**Question: can the 3d level of these gallium ions be estimated by hand?**

I have all-electron Dirac Kohn-Sham (PW91) results for the 3d3/2 orbital of gallium, with the 3d electrons taken away one at a time from Ga3+ to Ga12+.

Gallium ions Ga3+ to Ga12+, all-electron Dirac Kohn-Sham calculations with the PW91 functional in Quantum ESPRESSO 7.5 (ld1.x), using spherical, spin-unpolarised densities and a point nucleus. The 3d subshell of lower j is filled first, and [Ar] is the closed core. Eigenvalues are negative for bound levels.

```csv
species,Z,charge (e),electrons,configuration,eigenvalue (3d3/2) (eV),mean radius (3d3/2) (bohr),mean inverse radius (3d3/2) (1/bohr)
Ga3+,31,3,28,[Ar] (3d3/2)4 (3d5/2)6,-52.890,0.78402,1.6785
Ga4+,31,4,27,[Ar] (3d3/2)4 (3d5/2)5,-76.132,0.74141,1.7420
Ga5+,31,5,26,[Ar] (3d3/2)4 (3d5/2)4,-101.82,0.70611,1.8027
Ga6+,31,6,25,[Ar] (3d3/2)4 (3d5/2)3,-129.73,0.67597,1.8611
Ga7+,31,7,24,[Ar] (3d3/2)4 (3d5/2)2,-159.69,0.64969,1.9179
Ga8+,31,8,23,[Ar] (3d3/2)4 (3d5/2)1,-191.58,0.62638,1.9731
Ga9+,31,9,22,[Ar] (3d3/2)4,-225.32,0.60545,2.0272
Ga10+,31,10,21,[Ar] (3d3/2)3,-260.87,0.58637,2.0805
Ga11+,31,11,20,[Ar] (3d3/2)2,-298.14,0.56894,2.1330
Ga12+,31,12,19,[Ar] (3d3/2)1,-337.06,0.55290,2.1846
```

The columns look smooth enough that a short formula should reproduce them. I tried Slater's rules with hydrogen-like formulas, and the radii came out much too large while the energies were wrong in both directions. Is there a rule with a few constants that works on paper? How accurate is it, why does it work where a single effective charge doesn't, and where does it stop? Can I read the eigenvalue as the ionisation energy?

**Answer**

The 3d3/2 level of Ga3+ lies about 50 eV deep, and each 3d electron removed deepens it by 23 to 39 eV, the step itself growing by about 2 eV each time. Over nine removals the binding grows more than sixfold while the mean radius shrinks by only 30%, from about 0.8 to 0.55 bohr. The calculated ionisation energy exceeds the depth of the highest level by about half a step, 11 to 20 eV. The spin-orbit splitting of the 3d shell is 0.5 to 0.9 eV, under 1% of the eigenvalue in every row.

I write $q$ for the charge, $m = q - 3$ for the number of holes in the 3d shell, $\varepsilon$ for the eigenvalue, $\langle r\rangle$ for the mean radius and $\langle 1/r\rangle$ for the mean inverse radius. In the configuration column, (3d5/2)5 means five electrons in the 3d subshell with $j = 5/2$, and [Ar] is the 18-electron core. The rules are

$$-\varepsilon \approx 52 + 23m + m^2 \ \text{eV}, \qquad \langle r\rangle \approx \frac{10.5}{13.6 + 0.6m}\ \text{bohr}, \qquad \langle 1/r\rangle \approx \frac{15.2 + 0.5m}{9}\ \text{bohr}^{-1},$$

and the ionisation energy at this level of theory is the first formula evaluated at $m + \tfrac12$. The energy rule is easy to carry in the head: start at 52 eV and add 24, 26, 28 and so on.

### Why one effective charge cannot work

For a hydrogen-like 3d orbital in the field of a charge $Z_\text{eff}$, the exact non-relativistic results are $\langle 1/r\rangle = Z_\text{eff}/n^2 = Z_\text{eff}/9$, $\langle r\rangle = [3n^2 - l(l+1)]/2Z_\text{eff} = 10.5/Z_\text{eff}$ and $\varepsilon = -\mathrm{Ry}\,Z_\text{eff}^2/9$, with $\mathrm{Ry}/9 = 1.51$ eV. Each column of the table can be inverted to give the charge it implies. For Ga3+ the inverse radius gives 15.1, the radius 13.4 and the eigenvalue 5.9. For Ga12+ the three are 19.7, 19.0 and 14.9. The order is the same in all ten rows, and the gaps narrow as the ion is stripped. In a pure Coulomb field the three would coincide.

Electrostatics explains the large gap, between size and energy. A spherical shell of charge exerts no force on an electron inside it, but it raises the potential there by a constant. The shape of an orbital responds to the force, so it feels only the charge that lies inside. The eigenvalue is measured from the vacuum level and counts that constant as well. The part of the other 3s, 3p and 3d density that lies outside a given 3d electron therefore raises its energy without enlarging it. Taking the charge from $\langle 1/r\rangle$ and putting it into the energy formula overestimates the binding by 552% in Ga3+ and still by 73% in Ga12+.

The smaller gap, between the two size measures, comes from the screening that varies across the orbital. $\langle 1/r\rangle$ weights the inner flank, where the electron sees more of the nucleus, and $\langle r\rangle$ weights the tail, where it sees less. The product $\langle r\rangle\langle 1/r\rangle$ measures the resulting broadening: it is $10.5/9 = 1.167$ for a hydrogen-like 3d orbital, and in the table it falls row by row from 1.316 to 1.208. The orbital becomes more hydrogen-like with charge without getting there.

Slater's rules fail for a related reason. They let all 18 core electrons screen a 3d electron fully and each other 3d electron by 0.35, which gives 9.85 for Ga3+ and 13.00 for Ga12+. In this calculation the 3s and 3p orbitals of Ga3+ have mean radii of 0.65 to 0.68 bohr, hardly inside the 3d orbital at 0.78 bohr, so full screening by them is far too much. Relative to the table, Slater's radii are 36 to 46% too large in all rows. For the eigenvalue the same charge, put into the one-electron formula, is too high at first and too low later, with errors from +177% in Ga3+ to −24% in Ga12+; the near agreement at Ga8+ and Ga9+ is only where the error changes sign. Slater's own recipe for ionisation energies is a different one: it takes the difference of two total energies, so that the changed screening of the remaining electrons is counted. That recipe is not tested here.

### The size rules

Keep the hydrogen-like forms and let the charge grow linearly with the number of holes. Ordinary least-squares lines through all ten rows give $15.19 + 0.504m$ for the charge from $\langle 1/r\rangle$ and $13.59 + 0.616m$ for the charge from $\langle r\rangle$; the rules above are these lines rounded.

The intercept can be made plausible by counting. In Ga3+ the 27 other electrons screen $31 - 15.1 = 15.9$ units. The ten electrons with $n = 1$ and 2 have mean radii below 0.22 bohr and should screen almost fully, which leaves about 6 units for the 17 other $n = 3$ electrons, roughly a third each.

The slope has a short derivation. Put $N_d$ electrons into a hydrogen-like 3d orbital with adjustable charge $\zeta$ around a point core $Z_c$. The direct Coulomb repulsion of two electrons in that orbital is $F^0 = (793/1024)\langle 1/r\rangle = 0.774\,\zeta/9$ in atomic units, so

$$E = N_d\left(\frac{\zeta^2}{18} - \frac{Z_c\,\zeta}{9}\right) + \frac{N_d(N_d-1)}{2}\,\frac{0.774\,\zeta}{9}.$$

Setting $dE/d\zeta = 0$ gives $\zeta = Z_c - 0.387(N_d - 1)$: each 3d electron screens the others by about 0.39, near Slater's 0.35. The table's increments are larger, 0.57 for the first removal and falling steadily to 0.46 for the last. The core is not a point, and this supplies a feedback: as the 3d orbital contracts it moves inside the 3s and 3p density and is screened less by it. The calculation shows the movement. The 3p1/2 radius shrinks only from 0.671 to 0.582 bohr while 3d3/2 goes from 0.784 to 0.553, and from Ga9+ onward 3d3/2 has the smallest mean radius of the occupied $n = 3$ orbitals. In Ga12+ the total screening is $31 - 19.7 = 11.3$, leaving little more than one unit for the eight 3s and 3p electrons if the inner ten screen fully. That this feedback accounts for the whole excess over 0.39 is plausible, but these numbers do not isolate it. The innermost core plays no part; the 1s radius stays at 0.0486 bohr.

Since the increments fall along the series, the straight line is a chord through a gently bent curve. It costs little: relative to the table, the rule for $\langle 1/r\rangle$ is within 0.6% and that for $\langle r\rangle$ within 1.5%, Ga3+ being the worst row for both, where the bend is strongest.

### The energy rule

Counting electrons works better here than the effective charges tested. Removing one 3d electron removes its repulsion from the potential of those that remain, so the level drops by one d–d repulsion $U$. The shell then contracts, and the next repulsion is larger. If $U$ grows linearly, $U_k = U_0 + ks$, the sum over $m$ removals is

$$-\varepsilon(m) = -\varepsilon(0) + mU_0 + \tfrac12 m(m-1)s,$$

a quadratic in $m$. A least-squares fit to all ten rows, weighted to minimise relative errors, gives $52.77 + 22.62m + 1.009m^2$ eV and is within 0.4% everywhere. The constants trade against each other, so none of them should be read as a physical quantity. The rounded form is within 0.3% from Ga4+ to Ga9+, too shallow by 1.7% at Ga3+ and too deep by 0.9% at Ga12+, where the absolute error is largest, 2.9 eV. Its steps of 24 to 40 eV all lie slightly above the table's 23.24 to 38.92 eV, so its error in eV climbs along the series.

The misfit of even the unrounded quadratic is systematic and far above the rounding of the table. The growth of the step is not constant: the second differences of $-\varepsilon$ fall from 2.45 to 1.65 eV, and the rule replaces them by 2.

A one-parameter alternative is $-\varepsilon = \mathrm{Ry}\,(q + c)^2/9$, with $c = 3.10$ from minimising the squared relative errors over all rows. It is handy for a first guess, good to 3% rms and off by 6.5% at Ga3+. Its flaw is built in: it fixes the second difference at $2\mathrm{Ry}/9 = 3.02$ eV, above every value in the table, so it is too deep at both ends and too shallow from Ga5+ to Ga10+. The $c$ required row by row rises from 2.91 to 3.28 and returns to 2.93.

How large should the step be? If all orbitals were frozen and only the direct repulsion counted, it would be $F^0$. For Ga5+ the calculation gives $F^0 = 35.26$ eV between the two 3d subshells, and the mean of the two steps on either side of that row is 26.80 eV, a ratio of 0.76. The standard reading is that the remaining electrons contract when one is removed and so restore part of the lost repulsion, and that exchange and correlation take off a further part. This comparison holds for Ga5+ alone. Across the series the numbers show something else: from the first step to the last, the step grows by 67% while $\langle 1/r\rangle$, which sets the scale of $F^0$ and is averaged here over the two rows of each step, grows by 26%. Contraction of the orbital, measured this way, explains less than half of the growth.

No visible kink appears where the emptied subshell changes. The calculation fills the lower $j$ first, so the way from Ga3+ to Ga9+ empties 3d5/2, and only from the row Ga10+ on is 3d3/2 itself short of electrons. The two orbitals are nearly the same in space, with radii of 0.784 and 0.789 bohr in Ga3+, and removing either takes away almost the same screening. The second differences pass the switch as 1.85, 1.81, 1.72 eV, uneven only at the level of a few hundredths of an eV. Eigenvalues with more digits from the same runs keep this unevenness, so it is not rounding but a faint trace at the switch, too small to matter for the rule. One rule covers both regimes, and it serves for 3d5/2 too if the splitting is subtracted. The filling order is an imposed convention: in Ga5+ the splitting of 0.55 eV is tiny against the $F^2$ integral of about 16.8 eV that governs the coupling within the shell, so the real Ga9+ is an open-shell 3d4 ion although its 3d3/2 subshell is printed as full.

### Two rows worked through

Ga5+ has $m = 2$. The eigenvalue is $-(52 + 46 + 4) = -102$ eV against −101.82 in the table. The charge for the radius is $13.6 + 1.2 = 14.8$, so $\langle r\rangle = 10.5/14.8 = 0.709$ bohr against 0.706. The charge for the inverse radius is $15.2 + 1.0 = 16.2$, so $\langle 1/r\rangle = 16.2/9 = 1.800$ against 1.803 per bohr.

Ga10+ has $m = 7$. The eigenvalue is $-(52 + 161 + 49) = -262$ eV against −260.87, the radius $10.5/17.8 = 0.590$ bohr against 0.586, and the inverse radius $18.7/9 = 2.078$ against 2.080.

Both rows were among the ten fitted, so this shows how well the forms interpolate, not how well they predict. A harder trial is to fit the same forms, unweighted, to Ga3+ to Ga7+ only and carry them five rows on to Ga12+. The errors there are +1.6% in $\langle 1/r\rangle$, −3.4% in $\langle r\rangle$ and 2.0%, or 6.6 eV, in the depth. All three err toward an orbital too small and too deep, because the increments of the two charges, and the growth of the energy step, weaken later.

### From eigenvalue to ionisation energy

The eigenvalue is not the ionisation energy. For Ga3+ the highest level, 3d5/2, is 52.42 eV deep, while the difference of total energies from the same calculation is 63.80 eV. Janak's theorem links the two: $\varepsilon = \partial E/\partial n$ for the occupation $n$ of the level, so the energy to remove a whole electron is the integral of $-\varepsilon$ as $n$ drops by one. During the removal the level sinks from its value in one row to its value in the next, and the integral is close to the mean of the two, which is the depth plus half a step. In Ga3+ the gap between ionisation energy and depth is 11.39 eV and half the first step is 11.62 eV.

Done with the level that is really emptied, the mean of neighbouring rows exceeds the total-energy difference by only 0.22 eV in Ga3+, falling to 0.13 eV in Ga11+. Even this excess has a simple origin. The trapezoid rule overestimates the integral of a convex function by one twelfth of its second derivative, and $2.45/12 = 0.20$ and $1.65/12 = 0.14$ eV match the two ends. The known error of under a millihartree in the total energies, less than 0.03 eV, is smaller than this.

For the exact functional the eigenvalue of the highest level would stay constant between integer occupations and equal minus the ionisation energy. The slide of $\varepsilon$ with fractional occupation is the self-interaction error of a gradient-corrected functional such as PW91: the departing electron partly repels itself. The shallow eigenvalues are thus a property of the functional, and the total-energy difference largely escapes it.

Evaluating the energy rule at $m + \tfrac12$ gives $52 + 57.5 + 6.25 = 115.75$ eV for Ga5+ against a calculated 115.03, and $52 + 172.5 + 56.25 = 280.75$ eV for Ga10+ against 279.37. Over all ten rows it is within 1.0% of the calculated values, none of which entered the fit. Its near-perfect 63.75 eV for Ga3+ owes something to cancellation, since the rule is too shallow at $m = 0$ and describes the deeper of the two 3d levels.

Agreement with the calculation is not agreement with the real ions. For closed-shell Ga3+ the calculated value is 0.56 eV above the measured 63.24 eV. For Ga4+ it is 2.25 eV above the semi-empirical NIST value of 86.01 eV. Before the functional is blamed, the imposed spherical, spin-unpolarised density has to be considered. Ionising Ga4+ produces a 3d8 ion, whose Hund's-rule ground term $^3F$ lies below the configuration average by $(58F^2 - 5F^4)/441$ in standard multiplet theory. With the Ga5+ integrals of 16.8 and 10.5 eV this is $(974 - 53)/441 \approx 2$ eV, the right sign and size for the jump in error, though a spin-unpolarised density functional energy is only roughly a configuration average. The same theory says that real ionisation energies lie below the smooth curve from Ga4+ to Ga7+ and above it from Ga8+ to Ga11+, with a break between Ga7+ and Ga8+. Ga3+ and Ga12+ are not shifted, because neither they nor the ions they leave behind have a splitting into terms. The smooth passage of the table through Ga8+ is no evidence against that break, since the calculation cannot produce it.

### Range

The constants belong to gallium with ten to one 3d electrons, $m = 0$ to 9, because the derivation assumes that each electron removed shares the orbital being described. Beyond Ga13+ the electrons come out of 3p. Below Ga3+ they go into 4s, which lies outside: the empty 4s orbital of Ga3+ has a mean radius near 2 bohr and a mean inverse radius of 0.668 per bohr. By the shell argument such an electron hardly changes the size of 3d, and its frozen repulsion with a 3d electron cannot exceed $0.668 \times 27.2 \approx 18$ eV, less than the 22 eV that the rule would assign to the step from $m = -1$ to 0. For the 3d ions of a neighbouring element the forms should carry over, with larger charges and larger steps for a heavier nucleus, and the constants have to be found anew from a few rows spread over the whole shell.

What the table leaves open is the growth of the step. In atomic units the ratio of the step to $\langle 1/r\rangle$ climbs steadily from 0.50 to 0.66, toward the 0.774 of a frozen hydrogen-like orbital. Part of the climb may be the orbital's shape becoming more hydrogen-like; in Ga5+ the hydrogen-like formula gives $F^0 = 37.99$ eV against the calculated 35.26. My guess is that most of it is weaker relaxation, as fewer and more tightly held electrons remain to contract. How the shortfall from $F^0$ divides between relaxation and exchange-correlation, and how that division shifts from 3d10 to 3d1, these columns do not decide.
